\textbf{Student.} My notes say that a depleted surface generates electron--hole pairs at a rate $G=s\,n_i$ per unit area with $s=(\pi/2)\sigma v_{th}kT D_{it}$. An older text gives a velocity twice as large. One of them must be wrong, and I do not see where a $\pi$ comes from.

\textbf{Lecturer.} Neither is wrong. We derive the rate from five premises. (1) Each interface trap is either empty or holds one electron, and exchanges carriers only with the two bands at the surface, not with other traps. (2) The carriers are nondegenerate, with volume densities $n_s$, $p_s$ (cm$^{-3}$) at the surface. (3) An empty trap captures electrons at the rate $c_n n_s$ and a full trap captures holes at the rate $c_p p_s$, where $c_n=\sigma_n v_n$ and $c_p=\sigma_p v_p$ (cm$^3$/s) do not depend on density or field. (4) The emission rates $e_n$, $e_p$ (s$^{-1}$) belong to the trap and keep their equilibrium values under bias. (5) The state is steady. Trap energies $E$ are free energies, with any degeneracy factor absorbed, so that the equilibrium occupancy is a plain Fermi function. $U_s>0$ means net recombination and $G=-U_s$. This is the kinetics of Shockley, Read and Hall (1952), moved to a surface.

\textbf{Student.} You wrote two velocities. My notes have one.

\textbf{Lecturer.} One is a tolerable shorthand in silicon. In In$_{0.53}$Ga$_{0.47}$As the electron is about ten times lighter than the heavy hole, so we keep both, with the convention $v=\sqrt{3kT/m^*}$. The mean speed $\sqrt{8kT/\pi m^*}$ is 0.92 of that. Only the product $\sigma v$ enters a rate, so a cross section means something only together with its velocity convention. Let $f$ be the probability that a trap is full. The net capture rates per trap are
\begin{equation}
r_n=c_n n_s(1-f)-e_n f,\qquad r_p=c_p p_s f-e_p(1-f).
\label{rates}
\end{equation}
In equilibrium detailed balance makes each vanish separately. There $f_0=1/[1+e^{(E-E_F)/kT}]$, so $(1-f_0)/f_0=e^{(E-E_F)/kT}$, while $n_0=n_i e^{(E_F-E_i)/kT}$ and $p_0=n_i^2/n_0$, with $E_i$ the intrinsic level at the surface. The Fermi level cancels:
\begin{equation}
e_n=c_n n_1,\quad e_p=c_p p_1,\quad n_1=n_i e^{x},\quad p_1=n_i e^{-x},\quad x=\frac{E-E_i}{kT},
\label{emis}
\end{equation}
and $n_1p_1=n_i^2$. By premise (4) these hold under bias too. Since $df/dt=r_n-r_p$, the steady state has $r_n=r_p$, which is linear in $f$:
\begin{equation}
f=\frac{c_n n_s+c_p p_1}{\Gamma},\qquad \Gamma=c_n(n_s+n_1)+c_p(p_s+p_1).
\label{occ}
\end{equation}
$1/\Gamma$ is also the time in which $f$ relaxes at fixed $n_s$, $p_s$, the time constant that governs the small-signal admittance of the trap. With $1-f=(c_n n_1+c_p p_s)/\Gamma$,
\begin{equation}
r_n=\frac{c_n}{\Gamma}\left[n_s(c_n n_1+c_p p_s)-n_1(c_n n_s+c_p p_1)\right]=\frac{c_nc_p\,(n_sp_s-n_i^2)}{\Gamma},
\end{equation}
because the two terms $c_n n_sn_1$ cancel. Divide numerator and denominator by $c_nc_p$. By premise (1) the traps add, and there are $D_{it}(E)\,dE$ of them per cm$^2$, with $D_{it}$ in cm$^{-2}$eV$^{-1}$:
\begin{equation}
U_s=(n_sp_s-n_i^2)\int_{E_v}^{E_c}\frac{D_{it}(E)\,dE}{(n_s+n_1)/c_p+(p_s+p_1)/c_n}.
\label{Us}
\end{equation}
If $v_n=v_p=v_{th}$, the velocity moves in front and $\sigma_p$, $\sigma_n$ replace $c_p$, $c_n$.

\textbf{Student.} The electron density divided by the hole coefficient looks like a misprint.

\textbf{Lecturer.} Test it. Let $n_s$ dominate the denominator. Then the traps are full, and a full trap can only wait for a hole. Equation \eqref{Us} gives $c_p(p_s-n_i^2/n_s)$ per trap, limited by hole capture, as it must be.

\textbf{Student.} Accepted. Now the depleted surface. I set $n_s=p_s=0$?

\textbf{Lecturer.} Keep them for a moment; it costs little and tells us when they may be dropped. Take $c_n$, $c_p$ independent of $E$ and define
\begin{equation}
\bar c=\sqrt{c_nc_p},\qquad E_0=E_i+\frac{kT}{2}\ln\frac{c_p}{c_n},\qquad y=\frac{E-E_0}{kT}.
\end{equation}
$E_0$ is the energy at which $e_n=e_p$. Then $e^{x}=e^{y}\sqrt{c_p/c_n}$, so $n_1/c_p=n_ie^{y}/\bar c$ and $p_1/c_n=n_ie^{-y}/\bar c$, and the denominator in \eqref{Us} equals $(2n_i/\bar c)(b+\cosh y)$ with
\begin{equation}
b=\frac{n_s\sqrt{c_n/c_p}+p_s\sqrt{c_p/c_n}}{2n_i}.
\label{b}
\end{equation}
For flat $D_{it}$, with $dE=kT\,dy$ and the limits extended to $\pm\infty$,
\begin{equation}
U_s=\bar c\,kT D_{it}\,\frac{n_sp_s-n_i^2}{n_i}\,F(b),\qquad F(b)=\frac12\int_{-\infty}^{\infty}\frac{dy}{b+\cosh y}.
\label{gen}
\end{equation}
Put $t=e^{y}$, $dy=dt/t$, and complete the square. For $b<1$,
\begin{equation}
F(b)=\int_0^\infty\frac{dt}{(t+b)^2+1-b^2}=\frac{1}{\sqrt{1-b^2}}\left[\frac{\pi}{2}-\arctan\frac{b}{\sqrt{1-b^2}}\right]=\frac{\arccos b}{\sqrt{1-b^2}}.
\label{F}
\end{equation}
For $b>1$ partial fractions give $F=\operatorname{arcosh}b/\sqrt{b^2-1}$, which tends to $\ln(2b)/b$. At small $b$, $F\simeq\pi/2-b$. Your $\pi/2$ is $F(0)=\int_0^\infty dt/(1+t^2)$. For $b\ll1$ we also have $n_sp_s\ll n_i^2$, because the arithmetic mean in \eqref{b} is at least the geometric mean $\sqrt{n_sp_s}/n_i$. Hence
\begin{equation}
G=s\,n_i,\qquad s=\frac{\pi}{2}\sqrt{c_nc_p}\;kT D_{it}=\frac{\pi}{2}\sqrt{\sigma_n\sigma_p}\,\sqrt{v_nv_p}\;kT D_{it},
\label{s}
\end{equation}
with a leading relative correction $-2b/\pi$. With $kT$ in eV, $s$ comes out in cm/s.

\textbf{Student.} So ``depleted'' here means more than I learned for the MOS capacitor.

\textbf{Lecturer.} Much more. In equilibrium $n_sp_s=n_i^2$ and $U_s=0$ however the bands bend. Equation \eqref{s} needs both densities well below $n_i$. If the quasi-Fermi levels are split in the reverse sense by $qV$, then $b\ge e^{-qV/2kT}$, so $V$ must be several times $2kT/q$, and the surface potential must put $E_0$ well inside the split.

\textbf{Student.} Why $kT D_{it}$ and not $E_gD_{it}$? All the traps are there.

\textbf{Lecturer.} A pair needs two emissions in series. For $b=0$ the rate per trap is $e_ne_p/(e_n+e_p)=\bar c\,n_i/(2\cosh y)$: the mean waiting times $1/e_n$ and $1/e_p$ add. A trap near $E_c$ emits its electron at once and then waits very long to emit a hole; \eqref{occ} gives $f=1/(1+e^{2y})$, so it sits empty. The weight $1/\cosh y$ has a full width at half maximum of $2\operatorname{arcosh}2=2.63$ in units of $kT$. At 300 K, where $kT=25.85$ meV, that is 68 meV, and 94 per cent of the integral lies within $\pm3kT$ of $E_0$. This also explains the geometric mean. If $c_n$ grows, the peak moves down in energy until the two emissions balance again, and the balanced rate is $\bar c\,n_i$. A degeneracy factor only shifts $E_0$ in the same way and leaves $s$ unchanged for flat $D_{it}$.

\textbf{Student.} You integrated beyond the band edges, where there is no gap.

\textbf{Lecturer.} Restore the limits, $y_c=(E_c-E_0)/kT$ and $-y_v=-(E_0-E_v)/kT$. The antiderivative of $1/(2\cosh y)$ is $\arctan e^{y}$, and $\arctan e^{y}=\pi/2-\arctan e^{-y}$, so
\begin{equation}
\int_{-y_v}^{y_c}\frac{dy}{2\cosh y}=\frac{\pi}{2}-\arctan e^{-y_c}-\arctan e^{-y_v}.
\label{trunc}
\end{equation}
The relative loss is about $(2/\pi)(e^{-y_c}+e^{-y_v})$. We evaluate it shortly.

\textbf{Student.} And the factor of two?

\textbf{Lecturer.} A matter of definition. Grove and Fitzgerald (1966) wrote the surface current of a gated diode as $\tfrac12 q n_i s_0$ per unit area. The form comes from a single level at $E_i$ with density $N_t$ per cm$^2$ and $c_n=c_p=\sigma v_{th}$, for which \eqref{Us} reads
\begin{equation}
U_s=s_0\,\frac{n_sp_s-n_i^2}{n_s+p_s+2n_i},\qquad s_0=\sigma v_{th}N_t,
\end{equation}
so that the depleted limit is $G=s_0n_i/2$. The 2 is $n_1+p_1=2n_i$, two equal waits in series. Demanding the same $G$ from the continuum \eqref{s} gives
\begin{equation}
s_0=2s=\pi\,\bar c\,kT D_{it},\qquad N_t\to\pi kT D_{it}.
\end{equation}
So $s=G/n_i$ is half of $s_0$, and a quoted velocity is ambiguous by two until you know which current formula produced it.

\textbf{Student.} Could I take $s$ from a photoluminescence recombination velocity instead?

\textbf{Lecturer.} Not directly. On an n-type surface at low injection, $n_sp_s-n_i^2\simeq n_s\Delta p_s$ and $2b\simeq(n_s/n_i)\sqrt{c_n/c_p}\gg1$. Inserting $F=\ln(2b)/b$ in \eqref{gen},
\begin{equation}
U_s=S_p\,\Delta p_s,\qquad S_p=2c_p\,kT D_{it}\ln(2b).
\label{Sp}
\end{equation}
It samples a window $2kT\ln(2b)$ wide, valid while that window stays inside the gap, and contains $c_p$ alone. It is a different average of the same traps.

\textbf{Student.} Flat $D_{it}$ bothers me most. On III--V surfaces it is anything but flat.

\textbf{Lecturer.} Flatness is needed only across a few $kT$ about $E_0$, and a linear slope drops out because the weight is even in $y$. For $D_{it}=D_0e^{\lambda y}$ with $|\lambda|<1$, substitute $t=e^{2y}$ and use $\int_0^\infty t^{a-1}dt/(1+t)=\pi/\sin\pi a$ with $a=(1+\lambda)/2$:
\begin{equation}
\int_{-\infty}^{\infty}\frac{e^{\lambda y}\,dy}{2\cosh y}=\frac12\int_0^\infty\frac{t^{a-1}dt}{1+t}=\frac{\pi}{2\cos(\pi\lambda/2)}.
\label{slope}
\end{equation}
At 300 K one decade per 0.2 eV means $|\lambda|=0.30$ and raises $s$ by a factor 1.12 over \eqref{s} evaluated with $D_0$; one decade per 0.1 eV means $|\lambda|=0.60$ and a factor 1.7. As $|\lambda|\to1$ the band edge takes over and \eqref{Us} must be integrated as it stands. An energy-dependent $\bar c$ distorts the weight likewise.

\textbf{Student.} Now a real structure. I work on InGaAs p-i-n mesas with SiN$_x$ on the sidewall. Do I multiply $qsn_i$ by perimeter times absorber thickness?

\textbf{Lecturer.} Nearly. Take a vertical sidewall, an absorber of thickness $d$ between wider-gap InP layers whose much smaller $n_i$ we neglect, and suppose that the sidewall follows the bulk potential: a uniform field $\mathcal{E}=(V_R+V_b)/d$, with $V_R$ the reverse bias and $V_b$ the built-in drop across the absorber. With flat quasi-Fermi levels $n_sp_s=n_i^2e^{-u}$, $u=qV_R/kT$, while $n_s$ rises and $p_s$ falls as the exponential of $q\mathcal{E}z/kT$. Then \eqref{b} becomes $b=e^{-u/2}\cosh\eta$ with $d\eta=q\mathcal{E}\,dz/kT$. For $u\gg1$ define the effective width $W=\int(2/\pi)F\,dz$. On the half $\eta>0$, wherever $b$ matters, $b=\delta e^{\eta}$ with $\delta=\tfrac12e^{-u/2}$ and $d\eta=db/b$. Using $F=\int_0^\infty dy/(b+\cosh y)$ and doing the $b$ integral first,
\begin{equation}
\int_\delta^\infty F\,\frac{db}{b}=\int_0^\infty\frac{\ln(1+\cosh y/\delta)}{\cosh y}\,dy\simeq\frac{\pi}{2}\ln\frac1\delta+\int_0^\infty\frac{\ln\cosh y}{\cosh y}\,dy=\frac{\pi}{2}\ln\frac{2}{\delta}.
\end{equation}
The last integral is $-\int_0^{\pi/2}\ln\cos\theta\,d\theta=(\pi/2)\ln2$ under $\cos\theta=1/\cosh y$. Each half gives $\ln(2/\delta)=u/2+2\ln2$, so
\begin{equation}
W=d\,\frac{V_R+4\ln2\;kT/q}{V_R+V_b},\qquad I_P=q\,s\,n_i\,W P,
\label{W}
\end{equation}
with $P$ the perimeter, provided both edges, at $b=2$, lie well inside the absorber. Each pair carries one charge $q$ through the circuit.

\textbf{Student.} Quasi-Fermi levels are not flat in a reverse-biased layer that generates carriers.

\textbf{Lecturer.} They are flat for the locally dominant carrier at the edges, where $b\gtrsim1$ and the current is tiny, and that fixes $W$. In the middle the densities are set by the generated flux instead, and we only need $b\ll1$ there, which we test with numbers.

\textbf{Student.} Then give me inputs.

\textbf{Lecturer.} At 300 K take approximate values $E_g=0.74$ eV, $m_n=0.041\,m_0$, $m_p=0.45\,m_0$ (one parabolic hole band) and relative permittivity 13.9. For the SiN$_x$ interface assume $D_{it}=10^{12}$ cm$^{-2}$eV$^{-1}$, a typical order of magnitude, and $\sigma_n=\sigma_p=10^{-15}$ cm$^2$. For the device assume $d=2$ $\mu$m, $V_R=5$ V, $V_b=0.6$ V and a diameter of 50 $\mu$m. I carry unrounded intermediates. From $N=2(2\pi m^*kT/h^2)^{3/2}$, $N_c=2.1\times10^{17}$ and $N_v=7.6\times10^{18}$ cm$^{-3}$, and $n_i=\sqrt{N_cN_v}\,e^{-E_g/2kT}=7.6\times10^{11}$ cm$^{-3}$. The velocities are $v_n=5.8\times10^7$ and $v_p=1.7\times10^7$ cm/s, so $\bar c=3.2\times10^{-8}$ cm$^3$/s. $E_i$ lies $(kT/2)\ln(N_v/N_c)=46$ meV above midgap, $E_0-E_i=-15$ meV, and $E_0$ is 31 meV above midgap. Thus $y_c=13.1$, $y_v=15.5$, and the loss in \eqref{trunc} is $1.4\times10^{-6}$. Then
\begin{equation}
\pi kT D_{it}=8.1\times10^{10}\ \mathrm{cm^{-2}},\quad s=1.3\times10^{3}\ \mathrm{cm/s},\quad s_0=2.6\times10^{3}\ \mathrm{cm/s},
\end{equation}
$G=9.8\times10^{14}$ cm$^{-2}$s$^{-1}$ and $qG=1.6\times10^{-4}$ A/cm$^2$. A trap at $E_0$ relaxes in $1/(2\bar c\,n_i)=21$ $\mu$s. The same traps under $n_s=10^{16}$ cm$^{-3}$ would show $S_p=9.1\times10^3$ cm/s by \eqref{Sp}, 7 times $s$. For the strip, $\mathcal{E}=2.8\times10^4$ V/cm, $u=193$, $4\ln2\,kT/q=72$ mV and $W=1.8$ $\mu$m, or 91 per cent of $d$. The current is 29 nA per cm of perimeter, and with $P=157$ $\mu$m the model's perimeter current is $I_P=0.45$ nA.

\textbf{Student.} And the test of $b$ in the middle?

\textbf{Lecturer.} All electrons made on the strip leave at its n end, a flux $GW$ per cm of perimeter. Force them, pessimistically, into a sheet 10 nm thick moving at a typical high-field drift velocity of $5\times10^6$ cm/s. Then $n_s=3.6\times10^{10}$ cm$^{-3}$, $b=0.04$ and $2b/\pi=0.03$. That is harmless, but it scales as the length of the strip over the drift velocity, so a long, weakly driven depleted surface fills with its own carriers and $G$ falls below $sn_i$.

\textbf{Student.} So where does the result hold, and what have we dropped that could hurt?

\textbf{Lecturer.} Equation \eqref{Us} holds for independent two-state traps, nondegenerate surface densities ($n_s\ll N_c$, restrictive in InGaAs), and changes slow compared with $1/\Gamma$. Amphoteric defects with three charge states, and traps inside the nitride reached by tunnelling, need extended kinetics. Equation \eqref{s} needs in addition $b\ll1$, $E_0$ several $kT$ from both edges, and $D_{it}$ and $\bar c$ smooth over about $\pm3kT$. Two neglected effects rival the result. First, field-assisted emission breaks premise (4). For a Coulomb-attractive centre the Poole--Frenkel lowering $\Delta=\sqrt{q\mathcal{E}/\pi\epsilon}$ is 34 mV at our field, with the bulk permittivity. The one-dimensional bound multiplies one emission rate by $e^{q\Delta/kT}$, which acts like a larger $c_n$ or $c_p$, so $s$ gains the square root, up to 1.9. Trap-assisted tunnelling, favoured by the light electron, adds to this as the field grows. Second, the sidewall need not follow the bulk potential. A net sheet charge of $10^{11}$ cm$^{-2}$, which is only 0.1 eV worth of our $D_{it}$ or a modest fixed charge in the nitride, sends a normal field up to $1.3\times10^4$ V/cm into the InGaAs, about half the junction field. It can gather carriers at the wall, shrink or displace the strip and raise the local field; \eqref{gen} still holds point by point, but \eqref{W} gives way to a two-dimensional Poisson solution.

\textbf{Student.} How would I recognise this current, and is 0.45 nA what I should expect?

\textbf{Lecturer.} It scales with perimeter, not area; it follows $sn_i$, where $s\propto T^{3/2}$ for constant cross sections, so its activation energy is near $E_g/2$; and it saturates with bias as $W\to d$. The figure is the model's, not the material's: it is linear in $D_{it}\sqrt{\sigma_n\sigma_p}$, and that product is uncertain by a decade or more. As typical knowledge, not a measurement, nitride-coated InGaAs mesas of this size tend to show total dark currents of order 1 to 10 nA at 5 V, with wide scatter. The model is then low by a factor of a few up to an order of magnitude or more, the direction expected from a larger $D_{it}$ on an etched wall and from the field-assisted emission, conduction along the wall and bulk generation that \eqref{W} leaves out.